Q: PSP terminal charges for a pMOS sampling switch: 50/50, 40/60 or something else?

I have a pMOS sampling switch, W/L = 10 µm/0.18 µm. Some notes say the channel charge splits 50/50 between source and drain, others say 40/60. How do the PSP expressions for QG, QI, QD, QS and QB come out of "symmetric linearisation", and what split do they give in the bias states a switch goes through?

A:

Both splits are limits of one formula, and there is a third limit, 1/3, in weak inversion.

Conventions. I treat the pMOS as its n-channel mirror image. Voltages are measured downward from the n-well: Vg = (VB − VG) − Vfb, with Vfb the mirrored flat-band voltage, and V is the well voltage minus the hole quasi-Fermi potential. The band bending ψ is positive towards inversion. The source (y = 0) is the terminal at the higher potential and the drain is at y = L. Local charges are divided by Cox and terminal charges by W·L·Cox, so both are in volts. The formulas carry n-channel signs; the real pMOS charges are the opposite (QG negative, QI and QB positive). φT = kT/q.

Linearisation. In the charge-sheet model the magnitude of the inversion charge depends on position only through ψ:

qi(ψ) = Vg − ψ − γ√(ψ − φT).

Let ψs and ψd be the end values, Δ = ψd − ψs, ψm = (ψs + ψd)/2 and s = ψ − ψm. Expanding about the midpoint, which favours neither terminal,

qi ≈ qim − αm·s, qim = qi(ψm), αm = 1 + γ/(2√(ψm − φT)).

With constant mobility the drift and diffusion current is

I = μWCox(qi dψ/dy − φT dqi/dy) = μWCox·αm(H − s) ds/dy, H = qim/αm + φT.

I is independent of y. Integrating s from −Δ/2 to Δ/2 gives I·L = μWCox·αm·H·Δ, so

dy/L = (H − s) ds/(HΔ),
y/L = 1/2 + Δ/(8H) + (s/Δ)(1 − s/(2H)).

Charges. The channel average of s is ∫ s(H − s) ds/(HΔ) = −Δ²/(12H). It is negative because the field is weakest near the source, where ψ lingers at low values. The gate charge density is Vg − ψm − s, hence

QG = Vg − ψm + Δ²/(12H),
QI = −[qim + αmΔ²/(12H)],
QB = −QG − QI.

The Ward–Dutton partition, obtained by integrating the continuity equation along the channel, gives the drain the fraction y/L of each charge element: QD = −∫(y/L) qi dy/L. The weight alone integrates to 1/2. The s term gives

∫ s (y/L) dy/L = −(1/2 + Δ/(8H))·Δ²/(12H) + Δ/12 + Δ³/(160H²) = (Δ/12)(1 − Δ/(2H) − Δ²/(20H²)).

Therefore

QD = −(1/2)[qim − (αmΔ/6)(1 − Δ/(2H) − Δ²/(20H²))], QS = QI − QD.

Inputs. These are typical of a 1.8 V, 0.18 µm process and are illustrative: T = 300 K (φT = 0.02585 V), SiO₂ with relative permittivity 3.9 and electrical thickness 4.0 nm, γ = 0.42 V^½, 2φF = 0.90 V. I chose Vfb = −0.85 V so that the threshold magnitude Vfb + 2φF + γ√(2φF) comes to a typical 0.45 V. Then Cox = 8.63×10⁻³ F/m² and W·L·Cox = 15.5 fF with drawn dimensions. The well is at 1.8 V and the input (source, V = 0) at 1.8 V. The end potentials solve

(Vg − ψ)² = γ²[ψ − φT + φT·exp((ψ − 2φF − V)/φT)].

Case 1 is settled tracking, case 2 is acquisition with 0.5 V left to go, and case 3 is the start of acquisition onto an empty capacitor. Cases 4 and 5 keep that drain voltage with the gate in moderate and weak inversion. All entries are magnitudes in volts except αm and the ratios.

case        1       2       3       4        5
VB − VG     1.8     1.8     1.8     0.6      0.3
V at drain  0       0.5     1.8     1.8      1.8
ψm          1.061   1.300   1.557   0.999    0.784
Δ           0       0.477   0.991   0.0605   5.69×10⁻⁵
qim         1.161   0.876   0.574   0.0366   3.53×10⁻⁵
αm          1.206   1.186   1.170   1.213    1.241
H           0.988   0.764   0.516   0.0561   0.0259
Δ/H         0       0.62    1.92    1.08     0.0022
QG          1.589   1.375   1.252   0.456    0.366
QI          1.161   0.905   0.759   0.0432   3.53×10⁻⁵
QD          0.581   0.406   0.301   0.0159   1.18×10⁻⁵
QB          0.427   0.469   0.493   0.413    0.366
QD/QI       0.500   0.449   0.396   0.367    0.333

The third digit shows the trend within this long-channel model; it is not a prediction for silicon.

Why the trend looks like this. Put r = Δ/H. Two effects set the drain share. The term −αmΔ/6 says the charge density falls towards the drain. The terms in r describe how y(s) is distorted when the current is drift: I = const forces a large field where H − s is small, so the low-charge part of the channel is compressed near the drain. The table follows two branches.

Strong inversion (cases 1 to 3). Neglect φT, so qim = αmH:

QD/QI = (120 − 20r + 10r² + r³)/(20(12 + r²)).

This starts at 1/2 with slope −1/12 and reaches 128/320 = 2/5 at r = 2. That point is pinch-off, H = Δ/2, where QI = −(2/3)αmΔ and QD = −(4/15)αmΔ. At the r of case 2 it gives 0.451 against the table's 0.449.

Saturation at any gate bias (cases 3 to 5). Zero charge at the drain means qim = αmΔ/2 and H = Δ/2 + φT, so r runs from 0 to just below 2:

QD/QI = (40 + 10r + r²)/(20(6 + r)).

Its derivative, (20 + 12r + r²)/(20(6 + r)²), is positive, so it rises monotonically from 1/3 to 2/5. At r → 0 the current is diffusion, qi falls linearly in y, and a triangle has its centroid at L/3. At r = 2 the current is drift, qi ∝ √(1 − y/L), and the centroid is at 2L/5. So 40/60 needs both pinch-off and Δ ≫ φT. Case 3 has Δ near 1 V and still gives 0.397 from this formula. Note that cases 1 and 5 both have r ≈ 0 yet give 1/2 and 1/3: the split also depends on αmΔ/qim, which is 0 in one and 2 in the other.

QB changes little because γ√(ψ − φT) is a slow function, and QG follows QI + QB in magnitude.

Cost of the linearisation. It is largest at large Δ. In case 3 the straight line extrapolates to qi = −0.006 V at the drain instead of 0, which is why the table shows 0.396 and not 0.397. Integrating the unlinearised charge-sheet expression, ∫qi(qi + αφT)dψ / ∫(qi + αφT)dψ with α = −dqi/dψ, gives 0.761 V against 0.759 V, a truncation error of 0.3 %.

What matters more at 0.18 µm.

Velocity saturation. Divide the current by 1 + (dψ/dy)/Ec. The same integration gives dy/L = (1 − s/H′) ds/Δ with H′ = H/(1 + Δ/(EcL)), so the charge formulas hold with H′ in place of H. (PSP uses a different velocity law and also absorbs it in H.) Take a typical hole mobility of 0.008 m²/(V·s) and saturation velocity of 8×10⁴ m/s: Ec = vsat/μ = 1.0×10⁷ V/m and EcL = 1.8 V. Case 2 barely moves, to 0.450. In case 3 the channel saturates where dy/ds vanishes at the drain end, H′ = Δ/2. This gives Δ = 0.82 V, Δ/(EcL) = 0.46, |QI| = qim + αmΔ/6 = 0.83 V (10 % above the table) and QD/QI = 0.42. The drain end keeps charge, so the split moves back towards one half, by more than φT moved it below 0.4. The short high-field region that absorbs the remaining drain voltage is ignored here.

Drain-induced barrier lowering. A typical 0.05 V/V lowers the threshold by 0.09 V at 1.8 V. In case 5 the charge scales as exp(δVg/(αmφT)), a factor of about 17, so that column's QI and QD are low by roughly an order of magnitude for a real short device. In case 4 the shift is comparable to the 0.15 V overdrive, and QI is again too low. The ratios are far less sensitive, since they stay on the saturation branch between 1/3 and 2/5.

For the sampling instant, case 1 applies: the model's channel holds 18.0 fC of holes, 9.0 fC assigned to each side, which would be +9.0 mV on 1 pF. An effective length below the drawn one reduces this in proportion. A typical overlap capacitance of 0.3 nF/m gives 3.0 fF per side and 5.4 fC of clock feedthrough for a 1.8 V rising edge, with the same sign and a similar size. Also, QD fixes only the charging current dQD/dt at the drain pin. The channel relaxation time L²/(μH) is about 4 ps, so for edges much slower than that the quasi-static charges hold, but the switch still conducts during most of the edge and passes part of the injected charge back to the input. The residue on the hold capacitor therefore depends on the edge rate and the impedances on both sides, with the 50/50 partition as the input to that circuit problem.